Student: The gradient code skips every overlap, kinetic, repulsion and own-nucleus attraction integral whose functions all sit on the O atom of water. The s–p mixing on oxygen is real charge, and it pulls on the nucleus.

Lecturer: It does. Take an integral over functions centred at A, B, … with an operator that is translation invariant, like 1/r₁₂, or has a centre C, like 1/|r − C|. Shift all centres by d and substitute r → r + d. The integral is unchanged, so the gradients over all centres add to zero. Four-centre (ab|cd) needs at most 9 of its 12 first derivatives, and nuclear attraction obeys ∇_C = −(∇_A + ∇_B). When an atom moves, the chain rule adds the gradients of all centres riding on it. If that is every centre, the sum is zero. So (OO|OO) needs no derivatives, and with three functions on O and one on H it needs 3.

Student: Perhaps zero only because each piece is zero by symmetry.

Lecturer: Test it. Atomic units, O at the origin, z along the C₂ axis towards the hydrogens. Take a normalised s Gaussian with exponent α = 1.2 at A and a p_z Gaussian with β = 0.8 at B, positive lobe at +z. These are illustrative valence-like exponents, so all integrals below are the model's numbers. For A = B = 0 the product is N z exp(−pr²), with p = α + β = 2 and N = (2α/π)^(3/4) (2β/π)^(3/4) 2√β = 0.88125. The integral is V = −Z⟨s|1/|r − C||p_z⟩. First change: move only the nucleus, to +z. Which sign?

Student: V is zero at C = 0 by parity. The nucleus approaches the positive lobe, so V turns negative.

Lecturer: Now compute the basis-function side at C = 0. The angular average z² → r²/3 gives ∫ z² exp(−pr²)/r d³r = 2π/(3p²), and ∫ exp(−pr²)/r d³r = 2π/p. Differentiating s by A_z multiplies it by 2αz, and differentiating p_z by B_z replaces z by 2βz² − 1. With Z = 8:
∂V/∂A_z = −ZN·4πα/(3p²) = −8.859
∂V/∂B_z = −ZN[4πβ/(3p²) − 2π/p] = +16.242
The relation then predicts ∂V/∂C_z = −ZN·2π/(3p) = −7.383 E_h/a₀. Your sign holds, and no piece is zero. A nucleus displaced by 0.02 a₀ from its functions gives V = −0.148 E_h. The whole atom displaced by any amount leaves V = 0.

Student: So with a density-matrix element D_sp of 0.1, say, the energy holds 2D_sp V and the nucleus feels +1.48 E_h/a₀. You throw that away?

Lecturer: I cancel it. That is a Hellmann–Feynman piece, and the same integral supplies the opposite Pulay piece, the force on the functions. For the atom as one moving unit it is an internal force. If you compute the Hellmann–Feynman force alone, or let the functions float off the nucleus, you must keep it. Second change: Z = 7, as for N in ammonia, exponents fixed. Third: oxygen again, with both exponents scaled by λ = 0.4.

Student: V is linear in Z, so 7/8 of each piece, −6.460 for the nucleus. For the scaling, N goes as λ^(3/4 + 5/4) = λ² and 1/p as 1/λ, so each piece goes as λ and the nucleus has −2.953. The sum stays zero. Nothing I do on the atom breaks it.

Lecturer: Fourth change: keep both functions on O and put the operator on a proton. The relation now reads ∇_O = −∇_H. Take a typical geometry, R = 1.81 a₀ (0.958 Å) and HOH angle 104.5°, so the bond makes θ = 52.25° with z. Predict ∂V/∂C_z.

Student: Negative again, only smaller. The proton is on the side of the positive lobe.

Lecturer: That fixes the sign of V, not of its slope. From outside, the product is a dipole μ = ⟨s|z|p_z⟩ = N(π/p)^(3/2)/(2p) = 0.434 a₀, so V ≈ −Zμ C_z/R³ and ∂V/∂C_z ≈ Zμ(3cos²θ − 1)/R³. Here 3cos²θ − 1 = 0.124, and the estimate is +0.00910.

Student: Positive, but 0.124 is a near cancellation. I would not trust a point dipole there.

Lecturer: Rightly. Only the l = 1 term of the multipole expansion of 1/|r − C| survives, and it gives exactly
V = −ZN(4π/3) C_z [J(R)/R³ + exp(−pR²)/(2p)], with J(R) = ∫₀^R r⁴ exp(−pr²) dr.
Differentiate, using ∂R/∂C_z = cosθ. The term R exp(−pR²) from dJ/dR cancels the derivative of the second term, which leaves
∂V/∂C_z = Z μ_in (3cos²θ − 1)/R³ − ZN (2π/3p) exp(−pR²), with μ_in = (4π/3) N J(R).
The first term is the dipole enclosed within R. The second, the penetration term, comes from the charge beyond R and is always negative. As R → 0 the first term vanishes and the second is the own-nucleus result, now obtained without the relation. For the proton μ_in = 0.424 a₀, and the terms are +0.00890 and −0.00132, in total +0.00758 E_h/a₀. The point dipole had the sign and missed by 0.0015.

Student: Then moving O gives −0.00758 from each proton.

Lecturer: And −0.0152 from both, while the components across the axis cancel between the two. Each is about a thousand times smaller than the own-nucleus pieces, yet these are the ones that reach the force on O. Fifth change: the diffuse pair, λ = 0.4, with the operator on H.

Student: μ scales as λ² · λ^(−5/2) = λ^(−1/2), so the point dipole grows to +0.01439. But pR² falls from 6.55 to 2.62, and the exponential grows far faster. I predict that the sign flips.

Lecturer: It does: +0.00882 − 0.02685 = −0.01803 E_h/a₀. The term that the point dipole neglects is three times the enclosed-dipole term. Sixth change: p = 2 again, and open the angle.

Student: At the tetrahedral angle, 109.47°, cos²θ = 1/3 and the dipole term vanishes whatever μ_in is. Only −0.00132 is left. Beyond that angle both terms are negative.

Lecturer: Try a bridging oxygen in silica, with a typical Si–O–Si angle of about 144°, R = 3.04 a₀ (1.61 Å) and Z = 14. Then θ = 72°, 3cos²θ − 1 = −0.714 and pR² = 18.5, so penetration is negligible. The model gives ∂V/∂C_z = −0.154 per Si, and +0.154 E_h/a₀ for moving O, opposite in sign to water. This is the bare nucleus. The silicon electrons offset much of it through integrals (OO|SiSi), which obey the same ∇_O = −∇_Si.

Student: If every integral obeys the rule, the total force always vanishes.

Lecturer: For an isolated molecule it does. The SCF gradient is a sum of derivative integrals weighted by density and energy-weighted density matrices, plus the nuclear repulsion, and each sums to zero over atoms even when the SCF is not converged. But every centre must be counted. Last change: a uniform field ℰ along z, which adds +ℰz per electron and −Zℰ C_z per nucleus. Which one-centre integrals on O now respond?

Student: The operator is really z − O_z, with an origin O_z that stays behind. Its gradient with respect to the origin is −S, with S the overlap, so the atom's gradient is +S. Then ⟨s|z|s⟩ follows the atom with slope 1, and μ stays put because s and p_z are orthogonal.

Lecturer: Now shift the whole molecule by d. The dipole matrix gains d·S, which leaves the orbitals alone. The electrons gain ℰd·Tr(DS) = nℰd for n electrons, and the nuclei lose ℰd ΣZ. The energy changes by −qℰd with q = ΣZ − n, so the forces add up to qℰ along the field. Water, with q = 0, keeps a zero sum. For H₃O⁺ in 5 MV/cm, a field typical of a gate oxide in operation, the sum is 0.050 eV/Å, or 9.7 × 10⁻⁴ E_h/a₀.

Student: So a nonzero sum at zero field means a bug?

Lecturer: Or an uncounted centre: a fixed point charge, or a DFT quadrature grid whose motion with the atoms was left out of the gradient. And a zero sum proves little if the code used the relation to supply the last centre, because then it is zero by construction.